Question: Which of these levels should I trust for propene?

I computed the atomization energy of propene at many levels in a minimal basis and compared each with the measured value. A positive number means that the computed molecule is bound too strongly.

Ansatz 0.2.0 calculations on propene (C3H6, neutral singlet) with the wavefunction methods and density functionals listed, all in the STO-3G basis at the MP2(full)/6-31G* geometry. The correlated wavefunction methods keep the carbon 1s cores frozen, and relativity is not included.

```
    level  computed less measured atomization energy (kJ/mol)  rough wall time (s)
      RHF                                              -282.0                  0.2
      UHF                                              -271.1                  0.2
     RMP2                                                94.4                  n/a
     CISD                                                95.9                  0.5
    RCCSD                                               152.7                  n/a
 RCCSD(T)                                               156.0                  0.3
  BCCD(T)                                               156.0                  0.4
   RCCSDT                                               156.7                  n/a
   CISDTQ                                               154.5                   20
RCCSDT(Q)                                               157.9                    1
  RCCSDTQ                                               158.1                   30
      PBE                                               757.2                  0.7
   revPBE                                               635.9                  0.8
   r2SCAN                                               648.3                    2
     PBE0                                               678.5                  0.7
    B3LYP                                               636.0                  0.8
  r2SCANh                                               627.8                    2
  wB97M-V                                               747.1                    3
   B2PLYP                                               450.3                    1
  RPA-PBE                                                58.7                  0.8
```

RPA on PBE orbitals comes closest to experiment. Coupled cluster with all excitations up to quadruples misses by more than twice as much, and the density functionals do worse than plain Hartree–Fock. Should I use RPA from now on? And is there any point in paying for the long coupled-cluster runs?

Answer:

Don't choose RPA on this evidence. Each number in your table adds two errors, one from the level of theory and one from the basis, and they can have opposite signs. A small sum may therefore hide two large parts. The way to separate them is to compare the wavefunction levels with the best answer in the same basis, and only then with experiment.

That best answer is RCCSDTQ, your coupled-cluster run with quadruples. From RCCSD(T) onwards the coupled-cluster results move by only about 2 kJ/mol, so the series has practically settled. What it has settled on is still 158 kJ/mol too high. Core correlation, relativity and the geometry have a share in this, but it should be small, and nearly all of the miss belongs to the basis.

Why does a poor basis bind the molecule too strongly? Much of the answer lies in the free hydrogen atoms. STO-3G gives hydrogen a 1s function with exponent ζ = 1.24, which suits the contracted atom in a molecule, whereas the free atom wants ζ = 1. With a single Slater function the free atom then lies too high by

ΔE = (ζ − 1)²/2 = 0.029 hartree.

For six atoms that makes about 0.17 hartree, or some 450 kJ/mol, and the atomization energy rises by that amount. This is a rough estimate. STO-3G only imitates the Slater function with three Gaussians, which puts the free atom higher still, but the molecule suffers from the same imitation, so much of that part should cancel.

RCCSDTQ shares this hydrogen error and yet misses by only 158 kJ/mol, so the other basis errors must, on balance, take back about 300. The likely main one is lost correlation. Electrons avoid each other by mixing in empty orbitals, and a minimal basis offers very few of them. The lack of polarization functions, which would help the molecule more than the atoms, works in the same direction.

Now the levels themselves. RHF has no correlation and falls 440 kJ/mol below RCCSDTQ. UHF regains only 11 of that, at the price of a broken spin symmetry. The RHF solution is unstable towards this symmetry breaking, but that does little harm to coupled cluster here, since RCCSD(T) stays within about 2 kJ/mol of RCCSDTQ. BCCD(T) agrees with RCCSD(T) too, but it also uses restricted orbitals, so that alone wouldn't settle the matter.

CISD lies 62 kJ/mol below RCCSDTQ, and the reason can be turned into an estimate. CISD lets one pair of electrons be excited at a time. While one pair is excited, the others can't correlate, although in reality they would carry on almost undisturbed. The loss is roughly the excited share w of the wavefunction times the correlation energy E(corr) of the molecule.

The share follows from the electrons that CISD puts into orbitals left empty by RHF. Nearly every excitation moves two electrons, so half their number gives w = 0.1045. The correlation energy is the gain of CISD over RHF in your table plus the part already present in the free carbon atoms:

E(corr) = 95.9 + 282.0 + 159.3 ≈ 537 kJ/mol
w · E(corr) ≈ 56 kJ/mol
w/(1 − w) · E(corr) ≈ 63 kJ/mol

The last line corrects for the reduced weight of the RHF determinant in the CISD wavefunction. Nothing was fitted, and the two forms enclose the actual shortfall. Their spread gives only a rough idea of how far to trust the estimate, and the closeness of the second form is partly luck. The same reasoning tells you what to expect elsewhere: CISD is exact for H₂, where there is no other pair to hold back, and its loss grows as pairs are added. The formula itself is meant for molecules with many pairs and fails for a single one.

RMP2 ends up almost level with CISD, but for a different reason. Taking the molecular correlation energies apart shows that RMP2 misses 145 kJ/mol in the molecule and 82 in the three carbon atoms, and the difference of about 64 is all that you see. CISD has no such help from the atoms. In this basis the ground state of carbon can mix only 2s²2p² with 2p⁴, which CISD treats exactly. The printed output after this answer gives this split, the two CISD estimates and the distance of each level from RCCSDTQ.

RPA fits the same picture, since it too builds its correlation from the empty orbitals. It lies 99 kJ/mol below RCCSDTQ, and this shortfall cancels most of the basis error. Its closeness to experiment is therefore no sign of accuracy, and a better basis can be expected to upset the balance.

The functionals from PBE to wB97M-V miss by 628 to 757 kJ/mol for a related reason. They suffer from the badly described hydrogen atoms too, but they compute correlation from the density and need no empty orbitals for it. They therefore largely escape the loss that pulls the wavefunction methods back down. The hydrogen estimate doesn't cover their whole miss, though: 174 to 304 kJ/mol remain. The roughness of the estimate, other faults of the basis and the functionals' own errors can all share in that, and this table can't separate them. B2PLYP, which takes part of its correlation from empty orbitals, falls in between at 450, as this explanation suggests, though its larger share of exact exchange may contribute.

For that reason, don't read these misses as the functionals' own errors, and don't rank functionals by them. Going from PBE up to the hybrid PBE0 changes the result by 79 kJ/mol, while going sideways to revPBE changes it by 121. Any such ranking has to wait for a basis in which the free atoms are well described.

What should you pay for? If you want about 4 kJ/mol, often called chemical accuracy, RCCSD(T) is within that distance of RCCSDTQ in this basis, while RCCSD just misses it. Don't settle for RCCSD on that account: with so few empty orbitals, triple excitations have little room here, and their effect should grow in a larger basis. The basis error is about 75 times the step from RCCSD(T) to RCCSDTQ. RCCSDTQ took roughly 30 s against 0.3 s, and the gap widens with size, because the cost grows as about the tenth power of the size of the molecule against the seventh. CISDTQ took some 20 s and still ended further from RCCSDTQ than RCCSD(T) did.

So stop at RCCSD(T) for now and spend the effort on a larger basis with polarization functions, preferably a series of them that lets you see convergence. The target matters as well. If you compared propene with cyclopropane, no free atoms would enter and the hydrogen-atom error would drop out. The errors in describing the two molecules would remain, so a better basis would still be needed, but you would no longer start from the worst case.

Printed output of the fit:

```
Distance from the RCCSDTQ answer in the same basis:
        row  level less RCCSDTQ in kJ/mol
        RHF                        -440.1
        UHF                        -429.2
       RMP2                         -63.7
       CISD                         -62.2
      RCCSD                          -5.4
   RCCSD(T)                          -2.1
    BCCD(T)                          -2.1
     RCCSDT                          -1.4
     CISDTQ                          -3.6
  RCCSDT(Q)                          -0.2
    RCCSDTQ                             0
        PBE                         599.1
     revPBE                         477.8
     r2SCAN                         490.2
       PBE0                         520.4
      B3LYP                         477.9
    r2SCANh                         469.7
    wB97M-V                           589
     B2PLYP                         292.2
    RPA-PBE                         -99.4
Correlation part of the atomization energy in STO-3G, kJ/mol: 440.1
Gain from RHF to UHF, kJ/mol: 10.9
Correlation that RMP2 misses in the molecule, kJ/mol: 145.3
Correlation that RMP2 misses in the three carbon atoms, kJ/mol: 81.84
Correlation of the three carbon atoms from CISD, kJ/mol: 159.3
Correlation of the three carbon atoms from RCCSDT(Q), kJ/mol: 159.3
Excited weight in the CISD wavefunction, percent: 10.45
Estimated CISD loss, simple form, kJ/mol: 56.16
Estimated CISD loss, renormalised form, kJ/mol: 62.71
Estimated rise from six badly described free H atoms, kJ/mol: 453.7
RCCSDTQ miss less this hydrogen estimate, kJ/mol: -295.6
Smallest miss of PBE to wB97M-V less the hydrogen estimate, kJ/mol: 174.1
Largest miss of PBE to wB97M-V less the hydrogen estimate, kJ/mol: 303.5
Change from PBE to PBE0, kJ/mol: -78.7
Change from PBE to revPBE, kJ/mol: -121.3
RCCSDTQ miss over the step from RCCSD(T) to RCCSDTQ, ratio: 75.29
```
